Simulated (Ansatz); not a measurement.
# Work function of unrelaxed Ru films from one to thirteen layers with PBE

Ruthenium is a candidate for gate metals, capacitor electrodes and narrow interconnects, where a film may be only a few nanometres thick. The barrier for electrons at such a contact depends in part on the metal's work function, so it matters at what thickness a film begins to behave like thick metal. The work function Φ is calculated here with PBE for free-standing slabs in vacuum whose faces are the close-packed basal plane, as the vacuum level outside the slab less the Fermi level. Each value is compared with that of the thirteen-layer slab, which stands in for the thick film. An oxide or another metal at the interface would add a dipole of its own, which these slabs do not contain.

## Computational details

Ansatz 0.2.0, plane-wave Kohn-Sham DFT with its default PAW datasets at a cutoff of 420 eV. Symmetric 1×1 slabs of 1 to 13 layers are cut at the tabulated measured lattice constant with atoms at bulk places and 18 Å of vacuum. In-plane k-spacing 0.16 Å⁻¹ (2π included), Fermi-Dirac smearing of 0.1 eV, dipole correction on. Spin-paired. Scalar-relativistic, no spin-orbit coupling. PBE. The crystal is hcp; the mesh is the same for all thicknesses of a face.

Notes on method and selection:

- Confinement between the two faces quantises the states along the normal, so values can oscillate with thickness.
- The atoms are not relaxed; free films of one to three layers would take another lattice constant.
- Very thin films of spin-paired d elements may in truth carry a moment.
- Runs in which the search for lower states was switched off are not listed.
- Work functions and vacuum levels are read from the electrostatic potential (Hartree and local ionic parts), which a warning of a rough exchange-correlation potential in thin density does not concern.
- Error sizes named in these notes are rules of thumb and were not measured on these runs.
- The default PAW datasets of this version of Ansatz are the set soft_2.
- Runs that did not converge, have known faults or may not be shown are not listed, and runs on Ansatz's PAW sets soft_1 and soft_2 are kept to separate tables.

Columns:

- layers: number of atomic layers.
- thickness (Å): distance between the outermost atomic planes.
- Φ (eV): work function: vacuum level outside the slab less the Fermi level.
- ΔΦ to thickest (eV): work function less that of the thickest slab of the same face.

Input lines of one member:

```
kpoints:
  mp_grid: { grid: [17, 17, 1] }
hamiltonian:
  xc: pbe
scf:
  occupations: { method: fermi_dirac, width: 0.1 }
  convergence: { dr2_threshold: 1.0e-09 }
efield:
  axis: 3
  dipole_correction: true
  ramp_position: 0.97
  ramp_width: 0.06
output:
  write_potential: true
  write_density: true
```

Command (options for logging and memory left out): `ansatz run input.yaml --threads 2 --backend cpu`

## Computed values

| member | layers | thickness (Å) | Φ (eV) | ΔΦ to thickest (eV) |
| --- | --- | --- | --- | --- |
| 1 layer | 1 | 0.00 | 5.702 | 0.6383 |
| 2 layers | 2 | 2.14 | 5.085 | 0.0212 |
| 3 layers | 3 | 4.28 | ? | ? |
| 4 layers | 4 | 6.42 | 5.087 | 0.0234 |
| 5 layers | 5 | 8.55 | ? | ? |
| 6 layers | 6 | 10.69 | 5.062 | −0.0012 |
| 7 layers | 7 | 12.83 | 5.067 | 0.0031 |
| 8 layers | 8 | 14.97 | 5.062 | −0.0012 |
| 10 layers | 10 | 19.25 | 5.060 | −0.0038 |
| 13 layers | 13 | 25.66 | 5.064 | 0.0000 |

Cells marked ? are withheld until the estimate has been made.

## The trend and its physics

Nearly all of the change comes with the second layer. Φ falls from 5.702 eV for one layer to 5.085 eV for two, a drop of 5.702 − 5.085 = 0.617 eV, while the single layer lies 0.638 eV above the thirteen-layer slab. The second layer therefore covers 0.617 / 0.638 = 0.97 of the distance.

The likely reason is the short screening length of a metal, roughly half an ångström. The work function is set by the dipole of the electron density spilling out at the surface and by the position of the Fermi level relative to the mean potential inside. In a single layer the same atoms form both faces and have no neighbours above or below, so both contributions differ from those of a thick film. With a second layer, each face has metal behind it to screen its dipole.

The remaining approach is small and not monotonic. The two- and four-layer films lie 0.021 and 0.023 eV above the thickest slab. Between four and six layers Φ falls by 5.087 − 5.062 = 0.025 eV, and from six layers on the listed values span only 5.067 − 5.060 = 0.007 eV. Confinement between the two faces can produce departures of either sign that shrink with thickness, and it may account for the excess at two and four layers. The differences of a few meV among the thicker films are too close to the numerical precision of such runs to be read as quantum oscillations.

The large value for one layer belongs to a spin-paired sheet held at the bulk in-plane spacing. A free sheet would contract or expand, and might carry a magnetic moment, so the size of the first step is less certain than the near-constancy of the thicker films.

## An estimate before looking

Plain estimates from the members shown:

- 5 layers, straight-line interpolation between 4 layers and 6 layers: w = (5 − 4) / (6 − 4) = 0.500, so 5.087 + 0.500 × (5.062 − 5.087) = 5.075 eV
- 3 layers, straight-line interpolation between 2 layers and 4 layers: w = (3 − 2) / (4 − 2) = 0.500, so 5.085 + 0.500 × (5.087 − 5.085) = 5.086 eV

Both missing films lie between listed neighbours, and straight-line interpolation is used for each. The single layer is left out, because its steep step does not continue beyond two layers.

The route can be tried on three shown films. Four layers from two and six gives (5.085 + 5.062) / 2 = 5.0735 eV, a miss of 5.087 − 5.0735 = 0.0135 eV. Six layers from four and eight gives (5.087 + 5.062) / 2 = 5.0745 eV, a miss of 5.0745 − 5.062 = 0.0125 eV. Seven layers from six and eight gives 5.062 eV, a miss of 5.067 − 5.062 = 0.005 eV. The root mean square of the three is √((0.0135² + 0.0125² + 0.005²) / 3) = 0.011 eV.

For five layers the result is (5.087 + 5.062) / 2 = 5.075 eV, with that 0.011 eV as the error. The seven-layer film lies slightly above both its neighbours, but a difference of 0.005 eV is no basis for an odd-even correction.

For three layers the result is (5.085 + 5.087) / 2 = 5.086 eV. The close agreement of the two neighbours overstates the certainty, since confinement could move this film separately. The neighbours' own departures from the thickest slab, on average (0.021 + 0.023) / 2 = 0.022 eV, give the scale of such a shift, though not its sign. Combined with the interpolation error this gives √(0.022² + 0.011²) = 0.025 eV.

**Committed estimate, 5 layers: Φ = 5.075 ± 0.011 eV.**  
**Committed estimate, 3 layers: Φ = 5.086 ± 0.025 eV.**

## Result

| member | layers | thickness (Å) | Φ (eV) | ΔΦ to thickest (eV) |
| --- | --- | --- | --- | --- |
| 3 layers | 3 | 4.28 | 4.996 | −0.0675 |
| 5 layers | 5 | 8.55 | 5.040 | −0.0233 |

| member | estimate | Φ (eV) | computed | estimate − computed | miss in error bars |
| --- | --- | --- | --- | --- | --- |
| 5 layers | committed | 5.075 | 5.040 | +0.035 | 3.2 |
| 5 layers | interpolation | 5.075 | 5.040 | +0.035 |  |
| 3 layers | committed | 5.086 | 4.996 | +0.090 | 3.6 |
| 3 layers | interpolation | 5.086 | 4.996 | +0.090 |  |

Both estimates failed. The five-layer film was put 0.035 eV too high and the three-layer film 0.090 eV too high, each more than three error bars out. They were the plain interpolations, so the added reasoning gained nothing.

The mistake lay in the test of the route. The trials on four and six layers used only even films, which cannot reveal an alternation between odd and even. The only odd film tried has seven layers, where little alternation is left. The warning that confinement could move the three-layer film separately was right in kind, but the shift allowed for it was only about a third of the 0.068 eV by which that film lies below the thickest slab.

The second layer therefore does not bring Φ almost to its final value for good. From two to five layers Φ lies in turn above, below, above and below the thirteen-layer value. Short screening alone would not suggest such a sequence, whereas states quantised between the two faces can produce it.

## Departures from the trend

The single layer stands far apart, 0.638 eV above the thickest slab. The lack of metal behind its surface, the imposed bulk spacing and the spin-paired state may all contribute, and the table does not separate them.

The three-layer film comes next, 0.068 eV below the thickest slab and about 0.09 eV below both its neighbours. That is well beyond the few meV expected from numerical noise. Confinement is the likeliest reason: as a layer is added, quantised states move relative to the Fermi level, which can shift Φ either way. The five-layer film departs in the same direction by only 0.023 eV, as expected of an effect that fades with thickness.

## What to take away

From six layers on, every listed film lies within 0.004 eV of the thirteen-layer slab. Six layers measure 10.69 Å between outer planes, so about 1.1 nm of ideal, unrelaxed Ru is enough for a thick-film work function at this level. Below six layers, interpolation can miss by nearly 0.1 eV, and each thickness is best calculated directly.

For a contact, the three-layer shift is 0.0675 / 0.026 = 2.6 times the thermal energy at room temperature, if it passes fully into the barrier.

Surface chemistry can outweigh these thickness effects. Adsorbed oxygen usually raises the work function of such a metal, by roughly some tenths of an eV, far more than the 0.007 eV spread of the films from six layers on.

[Logs are printed without paths, hosts, clocks, repeated set-up lines and the standing remarks that a program may print on its own settings, such as how far it seeks lower states.]
